Ti$_2$O is a metallic suboxide of titanium. Its electrons are waves that run through the whole crystal, and the wave vector $k$ says how the phase of such a wave changes from one cell to the next. The energy is an average over all $k$, which a calculation replaces by a sum over a finite mesh. In the table a mesh such as 6x6x4 has six divisions along each of the two in-plane directions and four along the $c$ axis. Atoms and cell are the same in every row, so the differences come from the mesh.

Ti$_2$O with fixed atoms and cell, computed with Ansatz 0.2.0 using PBEsol, PAW datasets made for PBE, no spin polarization, a 420 eV plane-wave cutoff and 0.1 eV Gaussian smearing. The k meshes are Gamma-centred, with 30x30x16 as the reference. Energies are extrapolated to zero smearing; pressures are positive in compression and corrected for the finite cutoff.

| k mesh | energy less reference (meV per atom) | pressure less reference (GPa) | largest force change (eV/Å) | pressure (GPa) |
| --- | --- | --- | --- | --- |
| 1x1x1 | 2078.1 | 63.39 | 0.215 | 67.82 |
| 3x3x2 | 33.0 | 1.22 | 0.145 | 5.65 |
| 6x6x2 | -7.8 | -0.40 | 0.013 | 4.03 |
| 6x6x4 | 3.7 | 0.07 | 0.068 | 4.50 |
| 12x12x6 | 0.0 | -0.02 | 0.011 | 4.41 |
| 12x12x8 | -0.2 | 0.00 | 0.003 | 4.43 |
| 18x18x10 | 0.0 | 0.00 | 0.002 | 4.43 |
| 18x18x8 | 0.0 | 0.01 | 0.000 | 4.44 |
| 24x24x12 | 0.0 | 0.00 | 0.000 | 4.43 |
| 24x24x14 | 0.0 | 0.00 | 0.000 | 4.43 |

**(a) With one $k$ point, the 1x1x1 mesh, the energy is wrong by about 2 eV per atom. Why so much?**

*Solution.* The single point describes waves that have the same phase in every cell. For some orbitals equal phases mean bonding between neighbouring cells, for others antibonding. The true average contains all phase patterns, and a single point puts one pattern in place of them all. The cell is less than 3 Å wide in the plane, so orbitals in neighbouring cells overlap strongly and the choice of phase matters a great deal.

The metal makes matters worse. Some of its bands are filled in one part of $k$ space and empty in another, and one point cannot show where the filling stops. The artificial broadening of the occupations is not the main culprit: the correction that removes it is 25 meV per atom on this mesh, against an error of 2078 meV per atom.

**(b) The same mesh gives a pressure that is too high by 63 GPa. What does this say about the energy error?**

*Solution.* Pressure is minus the slope of the free energy with volume. If the number of divisions is held fixed, the pressure error $\Delta P$ is therefore minus the slope of the free-energy error $\Delta F$:

$$\Delta P=-\frac{d\,\Delta F}{dV},\qquad -\frac{d\ln\Delta F}{d\ln V}=\frac{V\,\Delta P}{\Delta F}.$$

Here $V$ is the volume per atom, 11.60 Å$^3$. The product $V\Delta P$ is $11.60\times63.39/160.2=4.59$ eV, where 160.2 converts GPa Å$^3$ to eV. The free-energy error is 2.05 eV per atom, slightly below the tabulated energy error because it still contains the broadening. The ratio is 2.2, so reducing the volume by 1% would raise the error by about 2.2%.

The direction makes sense. Closer atoms overlap more, their bands widen, and leaving out that width costs more. The same estimate gives 2.8 for 3x3x2, a similar size. It is a local slope, with no second volume to check it, and it loses its use on finer meshes, where the errors are small and can have either sign.

**(c) From 1x1x1 to 3x3x2 the energy error shrinks 63-fold. Why does the force error shrink only 1.5-fold?**

*Solution.* A force is also a slope, this time with respect to the position of an atom. The part of the energy error that stays the same when a titanium atom moves drops out of the force. Most of the 2 eV is of this kind, as the force error itself shows. If the two titanium atoms moved 0.1 Å in opposite directions along $c$, the error of the whole three-atom cell, about 6 eV, would change by only about 0.04 eV if this slope held over the whole move.

What remains is the small part that does change with the height of these atoms, and the first refinement removes only a third of its slope. Why this part is so stubborn the table does not show. The force error falls from 0.215 to 0.145 eV/Å, which is still 11% of the reference force. A large gain in energy is thus no promise of an equal gain in force.

**(d) The 6x6x2 mesh has a smaller force error than 6x6x4, and an energy below the reference. Is it the better mesh?**

*Solution.* No. An energy below the reference breaks no rule. The variational principle forbids too low an energy for a poor trial wave on a given mesh, but a different mesh is a different sum, and its error can have either sign.

The small force error does not survive a test. Refining the $c$ direction alone, from 6x6x2 to 6x6x4, moves the error from 0.013 to 0.068 eV/Å. A value that shifts by several times its own error when the mesh improves was close to the reference by cancellation. The energy error meanwhile changes sign, from −7.8 to 3.7 meV per atom.

**(e) At 12x12x8 the pressure agrees with the reference to the last printed digit. Is the stress on the cell equally good?**

*Solution.* Not quite. The pressure is the mean of three stresses, two in the plane and one along $c$. The same calculations list them separately: at 12x12x8 the in-plane stress is 0.05 GPa too high and the $c$-axis stress 0.10 GPa too low. Two errors of the first size cancel one of the second.

This matters when the cell is allowed to change shape, because relaxation must then bring each stress to its target, not only their mean. It matters here in particular, since the fixed cell is not at rest: at the reference mesh the stress along $c$ exceeds that in the plane by 4.8 GPa. The atoms are not at rest either: each titanium atom feels a force of 1.3 eV/Å along $c$, and letting the atoms move should change the stresses too. Someone who relaxes this structure should judge the mesh by the separate stresses and the forces.

**(f) Starting from 12x12x8, in which direction should further points be added?**

*Solution.* For the stress, along $c$. Going from 12x12x8 to 18x18x8 more than doubles the number of mesh points, yet the $c$-axis stress moves by only 0.02 GPa. Going on to 18x18x10 moves it by 0.13 GPa. The sampling along $c$ thus sets most of the stress error that remains, even though the points of the 12x12x8 mesh are not spaced more widely along $c$ than in the plane. The force error does fall from 0.003 to 0.000 eV/Å with the added in-plane points, but it returns to 0.002 eV/Å at 18x18x10. By the test used in (d), the zero is largely a cancellation.

The step from 8 to 10 divisions along $c$ carries the $c$-axis stress past the reference, from 0.08 GPa too low to 0.06 GPa too high. This is part of a pattern. From 6x6x2 on, the $c$-axis stress is too high for 2, 6, 10 and 14 divisions along $c$ and too low for 4, 8 and 12. The in-plane stress does the opposite, which is why the pressure looks so calm.

With 4, 8 or 12 divisions, a mesh point lies exactly a quarter of the way along the $c$ direction of $k$ space. With 2, 6, 10 or 14, that place falls midway between two points. If the boundary between filled and empty states passes near there, the two families of meshes could count it differently and err in opposite directions. This is a guess, since no band energies along that line are at hand. The practical lesson does not depend on it: here two successive even divisions along $c$ bracket the reference stress, whereas a series of multiples of four would approach it from one side and hide the swing.

The pattern also tells what to expect in a larger cell. If the cell were doubled along $c$ with the same atoms repeated, half as many divisions in that direction would sample exactly the same waves, and the swing would appear between odd and even divisions. What has to be kept is the spacing of the points, not their number.

**(g) Which digits can be trusted, and would an insulating oxide need as fine a mesh?**

*Solution.* From 12x12x6 on, the energy stays within about 0.2 meV per atom of the reference and the pressure within about 0.02 GPa. The order of these meshes by energy has no meaning. The tabulated energies already contain a correction for the broadening, 0.7 meV per atom at the reference mesh. What that correction leaves over is not tested here, so more $k$ points alone would not show that the tenths of a meV are physical.

Forces and separate stresses deserve more caution. At 12x12x6 the force is still off by 0.011 eV/Å, about 0.8%, and the $c$-axis stress by 0.13 GPa. With 24 in-plane divisions the stress error is below 0.02 GPa, but there the reference mesh, itself finite, may be uncertain by a similar amount. Its 16 divisions along $c$ are a multiple of four, so its own $c$-axis stress is probably a little low.

An insulator such as titanium dioxide would normally settle sooner. Its bands are either full or empty throughout $k$ space, so the sum runs over a smooth function with no boundary to locate. In metallic Ti$_2$O the mesh has to find that boundary as well.

The errors in the table measure the mesh and nothing else. Spin was switched off, and the PBEsol functional was used with atomic datasets made for PBE. Errors from these choices should largely cancel in the differences between fine meshes, but they remain in full in the pressure of 4.43 GPa itself.
